Q: This molecule is a propyl chain on boron, then oxygen, a second boron and chlorine: C1–C2–C3–B4–O5–B6–Cl7. Each boron also carries one hydrogen. Boron is electropositive, so those hydrogens are hydridic. Shouldn't their extra electron density shield them and put them at or below the alkyl hydrogens?

A: Let's see where the alkyl hydrogens lie before we decide. Hydrogens are listed under the atom that carries them, and the averaged shift weights the conformers by their populations.

GIAO NMR shifts of CCCBOBCl relative to TMS, computed with PySCF 2.14.0 at the KT2/pcSseg-1 level in acetone on GFN2-xTB geometries from tblite 0.8.0. The average covers only the four conformers kept, which hold about 64 % of the population estimated with GFN2-xTB, so a fuller set could change it; it uses Boltzmann weights at 298.15 K from PBE0-D3(BJ)/def2-SVP energies in acetone and GFN2-xTB free-energy terms.

```
atom  nucleus  count  shift in conformer 1 (ppm)  shift in conformer 2 (ppm)  shift in conformer 3 (ppm)  shift in conformer 4 (ppm)  averaged shift (ppm)
   1      13C      1                       19.20                       20.30                       21.90                       22.20                 20.10
   2      13C      1                       21.60                       21.00                       25.10                       24.70                 22.00
   3      13C      1                       32.50                       31.10                       34.00                       34.10                 32.30
   1       1H      3                        1.03                        0.99                        0.99                        1.01                  1.01
   2       1H      2                        1.32                        1.59                        1.86                        1.87                  1.51
   3       1H      2                        1.24                        1.42                        1.28                        1.29                  1.31
   4       1H      1                           ?                           ?                           ?                           ?                     ?
   6       1H      1                           ?                           ?                           ?                           ?                     ?
```

Q: The three signals of hydrogen on carbon average about 1.3 ppm. By my charge argument, the two on boron should come at about 1 ppm or less.

A: Charge is only half of shielding. The other half is how easily a magnetic field can drive electrons from filled into empty orbitals. Three-coordinate boron has a nearly empty p orbital standing perpendicular to its bonds. A field in the right direction mixes filled bond orbitals at boron, the B–H bond among them, with it. The resulting currents are expected to deshield the hydrogen. The smaller the energy gap between the filled and empty orbitals, the stronger the effect.

Q: But borohydride also has hydridic hydrogens, and they do appear near 0 ppm.

A: Boron is four-coordinate there, and its p orbital is used up in bonding. The low-lying empty orbital is gone, so the charge argument seems to work. In our molecule the orbital is only partly filled, by lone pairs from oxygen and chlorine. These also push it up in energy, which weakens the deshielding without removing it.

Q: How do you turn that into a number, when no hydrogen on boron is known here?

A: I borrow rough recalled shifts from simpler boranes and let each neighbour of boron contribute half. A B–H between two alkyl groups lies near 7 ppm, and one between two alkoxy groups near 4 ppm, because oxygen is a good donor. B4 has one carbon and one oxygen neighbour. I treat the oxygen as an alkoxy group, although here it is shared with a second boron:

shift of H on B4 ≈ (7 + 4)/2 = 5.5 ppm

Q: And B6 sits between oxygen and chlorine. Chlorine donates less well than oxygen, so its end value should be higher than 4.

A: Yes, I take about 6 ppm for a B–H between two chlorines:

shift of H on B6 ≈ (4 + 6)/2 = 5.0 ppm

Q: How far do you trust these?

A: To about 1.5 ppm either way, which is a judgement and not a statistical error. That means 4.0 to 7.0 ppm for H on B4 and 3.5 to 6.5 ppm for H on B6. I think B4 is likelier to have the higher shift, but the ranges overlap widely.

Q: Could the conformers test the idea of donation? Oxygen's lone pair overlaps best with boron's p orbital when the two are parallel.

A: They offer a weak test. Conformers 3 and 4 are nearly the same shape, so I compare their mean with that of 1 and 2. The squared cosine of the twist, a simple measure of overlap, falls from 0.43 to 0.20 at B4 and rises from 0.55 to 0.79 at B6. H on B4 should then move up and H on B6 down, by some tenths of a ppm. My confidence is low, because the hydrogens on C2 move by 0.4 ppm between the same conformers with no such lone pair beside them.

Q: Then let's look.

The withheld rows as computed:

```
atom  nucleus  count  shift in conformer 1 (ppm)  shift in conformer 2 (ppm)  shift in conformer 3 (ppm)  shift in conformer 4 (ppm)  averaged shift (ppm)
   4       1H      1                        5.66                        5.70                        5.63                        5.62                  5.67
   6       1H      1                        5.43                        5.49                        5.39                        5.41                  5.44
```

Q: 5.67 ppm on B4 and 5.44 ppm on B6. Both are more than 4 ppm above the mean alkyl hydrogen, so my charge argument fails badly.

A: It fails as a guide to the shift, though the hydrogens may still be hydridic. Both forecasts hold, with misses of 0.17 and 0.44 ppm. The larger miss would nearly vanish if the chlorine end value were 7 instead of 6 ppm, and my rough recall can't exclude that. The oxygen is also shared by two borons, so it may give each of them less than an alkoxy group would, which would raise both shifts. Misses this small can't tell such causes apart, or separate them from errors in the unscaled computed shifts. The order is right too, but the gap is much smaller than my error bars and proves little.

Q: And the conformers?

A: That forecast failed. Both hydrogens move down by only about 0.06 ppm, so the direction is wrong at B4, and at B6 it is right but the size is far too small. My measure of overlap counted one lone pair, while oxygen has a second one, in the B–O–B plane. As boron twists away from the first, it turns towards the second, so the total donation may change little. That is a plausible reason, but the shifts alone don't test it.

Q: So what have the numbers settled?

A: That hydrogen on three-coordinate boron is strongly deshielded here, in every conformer kept. The empty p orbital as the cause rests on theory. The calculation also keeps the molecule free of bound acetone; a solvent molecule attached to boron would fill that orbital and should move the hydrogen back towards the borohydride region. In a real flask the B–H bonds could also reduce acetone, so an unreactive solvent would be the safer choice for a measurement. The printed output below lists the forecasts, the misses and the changes between conformers.

The analysis program printed:

```
Mean shift of the hydrogens on carbon, three signals, ppm: 1.277
Forecast for H on B4, ppm: 5.5
Forecast for H on B6, ppm: 5
Half-range of both forecasts, ppm: 1.5
Squared cosine of the B4-O5 twist, mean of conformers 1 and 2: 0.4308
Squared cosine of the B4-O5 twist, mean of conformers 3 and 4: 0.1995
Squared cosine of the O5-B6 twist, mean of conformers 1 and 2: 0.5521
Squared cosine of the O5-B6 twist, mean of conformers 3 and 4: 0.7864
Computed averaged shift of H on B4, ppm: 5.67
Miss for H on B4, computed less forecast, ppm: 0.17
Computed averaged shift of H on B6, ppm: 5.44
Miss for H on B6, computed less forecast, ppm: 0.44
H on B4 less H on B6, computed, ppm: 0.23
H on B4 less the mean alkyl hydrogen, computed, ppm: 4.393
H on B6 less the mean alkyl hydrogen, computed, ppm: 4.163
Shifts by conformer family in ppm:
  row  mean of 1 and 2  mean of 3 and 4  change
    1            19.75            22.05     2.3
    2             21.3             24.9     3.6
    3             31.8            34.05    2.25
    1             1.01                1   -0.01
    2            1.455            1.865    0.41
    3             1.33            1.285  -0.045
    4             5.68            5.625  -0.055
    6             5.46              5.4   -0.06
```
